Squeezing cubic hafnium dioxide: the electronic dielectric constant

Hafnium dioxide serves as an insulating layer in chips and as an optical coating. The quantity followed on this page is its electronic dielectric constant, which measures how strongly the electrons screen an electric field while the nuclei are held still. Its square root is the refractive index for light whose photon energy lies well below the band gap but well above the energies of the lattice vibrations. The question is what happens to this constant when the cubic crystal is squeezed evenly to less than 10.151 Å³ per atom.

Cubic HfO2 (space group Fm-3m, 3-atom cell), computed with Ansatz 0.2.0 using DFT with the r2SCAN functional and no spin polarisation. The calculations use PAW potentials, a plane-wave cutoff of 500 eV, an 8×8×8 k mesh and fixed occupations. The dielectric constant is the linear response to a uniform electric field with the ions held fixed.

```
volume (Å³/atom)  shortest distance (Å)  electronic dielectric xx
           9.543                  2.103                         ?
           9.844                  2.125                         ?
          10.151                  2.147                     4.899
          10.465                  2.168                     4.903
          10.786                  2.190                     4.912
          11.113                  2.212                     4.926
          11.446                  2.234                     4.946
          11.786                  2.256                     4.972
          12.133                  2.278                     5.003
```

The volume is counted per atom, and the shortest distance is the bond between hafnium and oxygen. The dielectric constant is the same along all three axes because the crystal is cubic, so the xx column gives the whole result, written ε below. The cell at 10.786 is the relaxed one. The other rows are the same crystal with its edges stretched or shortened in steps of about one percent.

Over the seven known rows ε rises with volume, but slowly: from 4.899 to 5.003. Read towards smaller cells, the fall becomes gentler at each step. Between the two largest cells ε drops by 0.031, and between 10.465 and 10.151 by only 0.004. Such a curve could level off or turn round, and choosing between the two takes a reason why ε changes at all.

Two effects that nearly cancel

A field pulls the electrons of each atom slightly to one side and so creates a small dipole. The dielectric constant counts these dipoles per unit of volume:

ε − 1 = R / V

Here V is the volume per atom and R is the response per atom, the dipole that a given field produces, expressed as a volume. Expansion spreads the atoms out, and this dilution alone would lower ε.

The size of the dilution shows how much it hides. At 10.151 the response per atom is 3.899 × 10.151 = 39.58 Å³. If it stayed at that value up to the largest cell, ε there would be 1 + 39.58/12.133 = 4.262. The computed value is 5.003, so the response per atom must have grown. It grew by 23%, slightly more than the 20% by which the volume grew.

The slow rise of ε is therefore the small difference between two large changes. This explains why a glance at the density misleads: a looser crystal holds fewer electrons in each cubic centimetre, yet in these seven rows it screens better.

Why a stretched crystal responds more

The simplest picture of an electron in an insulator is a charge on a spring. A steady field displaces it until the spring pulls back equally hard, so a soft spring gives a large dipole. In quantum terms the stiffness of the spring is proportional to the square of an excitation energy E, the typical energy needed to lift an electron from a filled state to an empty one. If the number of electrons taking part stays the same, then

R is proportional to 1/E²

In hafnium dioxide the highest filled states belong mainly to oxygen and the lowest empty ones mainly to hafnium. The two kinds mix through the bonds, and mixing pushes the filled states down and the empty ones up. Longer bonds mix less, which lets the two sets move closer together. The electric potential of the surrounding ions acts in the same direction: it favours electrons on oxygen over electrons on hafnium, and it weakens as the ions move apart. Both effects are expected to lower E; the table does not test them separately.

The same calculations do show that the gap moves in the required direction. From 10.151 to 12.133 the smallest gap narrows from 4.46 to 3.97 eV, or by 11%. The growth of R over these rows corresponds to a fall of E by 10%, since 1/√1.227 = 0.903. This takes the number of electrons taking part as fixed; the values of R alone cannot separate a change in that number from a change in E.

The two energies are similar in behaviour but not interchangeable. With the smallest gap in place of E, ε − 1 would grow by 5.5% over these rows, twice the 2.7% that was computed. The smallest gap is the cost of one particular transition, whereas the response adds up transitions across the whole band structure. Because dilution and softening nearly cancel, a modest error in the softening becomes a large error in the trend.

Where the balance tips

To use the picture for a forecast, E² must be known as a function of the size of the cell. Let s be the change of the edge as a fraction of the relaxed edge, and let q be E² divided by its value in the relaxed cell. Each known row gives a value of q from its response per atom. A straight line through the seven values, found by least squares, is

q = 1.000 − 3.289 s

The volume changes by the factor (1 + s)³, and ε − 1 is 3.912 in the relaxed cell. The model is then

ε − 1 = 3.912 / [(1 + s)³ q]

Now compare the two factors for one further percent of stretch. Starting from the relaxed cell, the volume grows by 3.0% and E² falls by 3.3%. Softening wins narrowly, and ε rises on expansion.

In a cell whose edge is 4% shorter, E² is larger to begin with. The same absolute drop is then a smaller share of it: 3.289/1.1316 = 2.9% for each percent of relaxed edge. The volume, starting smaller, grows by 3/0.96 = 3.1%. Dilution now wins, so stretching this cell would lower ε and squeezing it further would raise ε.

The two effects balance where the edge is 2.2% shorter than in the relaxed cell, at about 10.09 Å³ per atom. There ε should pass through a minimum. A straight line for E² that falls on expansion always produces a minimum somewhere, so its existence is an assumption of the model. What the known rows decide is its place, and they put it just below the smallest known cell.

The forecast

The cell at 9.543 serves as the worked case; it took no part in the fit. Its edge is 4.0% shorter, so s = −0.040 and q = 1 + 3.289 × 0.040 = 1.1316. The volume factor is 9.543/10.786 = 0.8848. Their product is 1.0012, and

ε = 1 + 3.912/1.0012 = 4.907

The product shows what is going on. The atoms are packed into 11.5% less space, and each of them responds 11.6% less. The two changes leave ε close to its relaxed value.

The same steps for 9.844 give the other forecast. The fall of ε should end just below 10.151, and further compression should raise it again:

At 9.844: about 4.901, range 4.899 to 4.903. A rise above the row at 10.151 is likely but not certain.

At 9.543: about 4.907, range 4.903 to 4.911. A rise is expected firmly.

The ranges are a judgement. On the known rows the model misses ε by at most 0.001, and the nearer forecast is allowed twice that. The farther one is allowed twice as much again, because a slight bend in the line for E² would matter more there.

The computed values

The withheld rows as computed:

```
volume (Å³/atom)  shortest distance (Å)  electronic dielectric xx
           9.543                  2.103                     4.910
           9.844                  2.125                     4.901
```

Both values lie inside their ranges, and the turn is there. At 9.844 the model agrees with the calculation to the third decimal, and ε stands 0.002 above the row at 10.151. At 9.543 the computed 4.910 is 0.011 above that row. Put in terms of the two effects, from 10.151 to 9.543 the volume shrinks by 6.0% but the response per atom by only 5.7%.

The forecast for the smallest cell is nevertheless too low by 0.003, which puts the computed value near the upper end of its range. The line makes the electrons there slightly too stiff: if the number of electrons taking part stays fixed, E² rises a little less on strong compression than a straight line would have it. The oscillator picture offers no reason for this bend, since the straight line was chosen for simplicity.

A plain parabola for ε against the change of the edge, fitted to the same seven rows, does better at this point. It gives 4.909 for the smallest cell and 4.901 for the other. It has three adjustable constants where the line has two, and it contains no physics. The oscillator picture is less exact at the far end, but it says what is being balanced.

What can be used from this

For even compression the practical result is how little happens. This holds for the cubic form, which the calculation keeps by symmetry; at ordinary temperature and pressure the stable form is monoclinic. From 10.786 down to 9.543 the crystal loses 12% of its volume, while ε stays between 4.899 and 4.912. In terms of refractive index this is √4.899 = 2.213 to √4.912 = 2.216. A film clamped to a substrate is forced to fit only in its plane and can relax across it. That changes the shape of the cell as well as its size, so this flatness should not be carried over to it unchecked.

The result should not be read as a trend in the capacitance of a chip layer either. In a slow field the ions also move, and in hafnium dioxide they contribute a large part of the screening. That part is absent from these numbers and has its own dependence on volume.

The place of the minimum also depends on the level of theory. The functional used here usually makes the gaps of such oxides too small, which tends to make ε too large. Since two nearly equal effects are being subtracted, even a small change in how fast E falls would shift the volume at which they balance.

For a related insulator the comparison to make is between two percentages. Stretching the edge by 1% dilutes the electrons by 3%. As long as the electron count in the oscillator picture stays fixed, softening makes up for this if the typical excitation energy falls by about 1.5%, because the response follows its square. A faster fall makes ε rise on expansion, and a slower one makes it drop.
